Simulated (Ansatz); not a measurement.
# Mg2Zn: pressure against volume scale

All results are calculated (Ansatz 0.2.0). Free energy against uniform scaling of the volume at fixed shape and fractions; periodic cell, basis, potentials, k mesh and filling as listed.

The cell before it is scaled or strained (space group P6_3/mmc, No. 194):
```
Mg2Zn
1.0
      3.0882     0.0000     0.0000
     -1.5441     2.6745     0.0000
      0.0000     0.0000    14.5266
Mg Zn
4 2
Direct
  0.33333 0.66667 0.40818
  0.33333 0.66667 0.09182
  0.66667 0.33333 0.90818
  0.66667 0.33333 0.59182
  0.66667 0.33333 0.25000
  0.33333 0.66667 0.75000
```

Settings of every row: functional r2SCAN; dispersion none; potentials PAW; wave cutoff 550 eV; density cutoff 2200 eV; k mesh 9x9x2; k shift 0x0x0; occupations fermi dirac; smearing width 0.05 eV; spin none.

Limits: coarse k mesh, up to 40 meV an atom off; the cell comes from a prototype or a list of computed structures and needn't be the stable phase.

| row | volume scale | V (Å³/atom) | pressure (GPa) | energy above lowest point (meV/atom) |
| --- | --- | --- | --- | --- |
| 1 | 0.94 | 18.797 | 1.76 | 3.4 |
| 2 | 0.96 | 19.197 | 0.66 | 0.4 |
| 3 | 0.98 | 19.597 | ? | ? |
| 4 | 1 | 19.997 | -1.21 | 1.9 |
| 5 | 1.02 | 20.397 | -2 | 6 |
| 6 | 1.04 | 20.797 | -2.71 | 11.9 |
| 7 | 1.06 | 21.197 | -3.35 | 19.4 |

Question: what pressure should row 3 give?

Worked fit of pressure. Take u = (V_r/V)^(2/3) − 1 with V_r = 20.197 Å³ an atom, which is twice the finite (Eulerian) strain; such expansions in the strain, on which the Birch-Murnaghan equation of state is built, carry the rest volume and the bulk modulus. The shown rows have u = 0.04906, 0.03443, 0.00666, -0.00655, -0.01933, -0.0317. Least squares give pressure = −1.616 + 60.16 × u + 175.5 × u² GPa; a straight line predicts inner rows, each left out in turn, worse (root mean square 0.11 against 0.0046 GPa). All shown rows lie on it to the printed digit. The pressure vanishes at u = 0.0250, or V = 19.46 Å³ an atom, and there the bulk modulus at fixed shape and fractions is B = −V dP/dV = (2/3)(1 + u) dP/du = 47.1 GPa. Letting shape and atoms relax would as a rule lower it, by much in layered, chain or molecular crystals. The withheld row has u = 0.02031, so the fit gives −1.616 + 60.16 × (0.02031) + 175.5 × (0.02031)² = -0.32 GPa.

The calculation gave -0.32 GPa. The fit meets it to the printed digit.

The other values of row 3: energy above lowest point 0 meV/atom.
